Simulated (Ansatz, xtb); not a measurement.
# Ligand exchange: H2 + SiH3(OH) → H2O + SiH4

Species: H2 (hydrogen), singlet; SiH3(OH) (silanol), singlet; H2O (water) `O`, singlet; SiH4 `[SiH4]`, singlet. The partners trade H for OH: H–H and Si–OH bonds give way to H–OH and Si–H.

Shapes, held fixed at every level: PBE0-D4/def2-TZVP. Programs: Ansatz 0.2.0, xtb 6.7.1. The zero-point and thermal change to 298 K, harmonic and unscaled (PBE0-D4/def2-TZVP), is +9.8 kJ/mol.

| level | kind | ΔH(298 K) (kJ/mol) | less CCSD(T)/CBS estimate |
| --- | --- | --- | --- |
| GFN1-xTB | semi-empirical | +152.0 | +80.8 |
| HF/def2-TZVPP | Hartree–Fock | +69.2 | -2.0 |
| SPW92/def2-TZVPP | LDA | +66.2 | -5.0 |
| PBE0-D4/def2-TZVPP | global hybrid | +65.1 | -6.1 |
| MP2/def2-SVP | perturbation theory | +63.4 | -7.8 |
| MP2/def2-TZVPP | perturbation theory | +77.2 | +6.0 |
| CCSD/def2-SVP | coupled cluster or CI | +53.9 | -17.3 |
| CCSD(T)/CBS estimate | coupled cluster or CI | +71.2 | 0.0 |

The highest level, CCSD(T)/CBS estimate, gives ΔH(298 K) = +71.2 kJ/mol; the levels span +53.9 to +152.0. GFN1-xTB strays far from the other rows. The column of differences is taken from that level and isn't an error. No measured value is set beside it here. The CBS estimate extrapolates MP2 from def2-TZVPP and def2-QZVPP and adds CCSD(T) − MP2 in the triple-zeta set, cores frozen; for H2 it overshoots the exact energy by about 1 mEh.

Replacing the Si–OH bond by Si–H at the expense of H2 is clearly uphill, and every level agrees on the sign. The strong, polar Si–O bond is the main reason: the large electronegativity difference gives it much ionic character, and oxygen lone-pair donation into σ* orbitals on silicon adds to it. Forming a strong O–H bond in water doesn't make up for losing both this bond and H–H, since the new Si–H bond is comparatively weak and nearly nonpolar. Read backwards, this is the familiar thermodynamic drive of silane hydrolysis, with release of hydrogen.

The closeness of Hartree–Fock to the reference reflects cancellation rather than negligible correlation. In the same basis MP2 raises the enthalpy from +69.2 to +77.2 kJ/mol, while in the smaller basis CCSD lies below MP2. The low CCSD value can't be read as a failure of coupled cluster, because MP2 also drops in that basis, probably through poorer polarization of the Si–O bond. The reaction enthalpy says nothing about the barrier to hydrolysis.
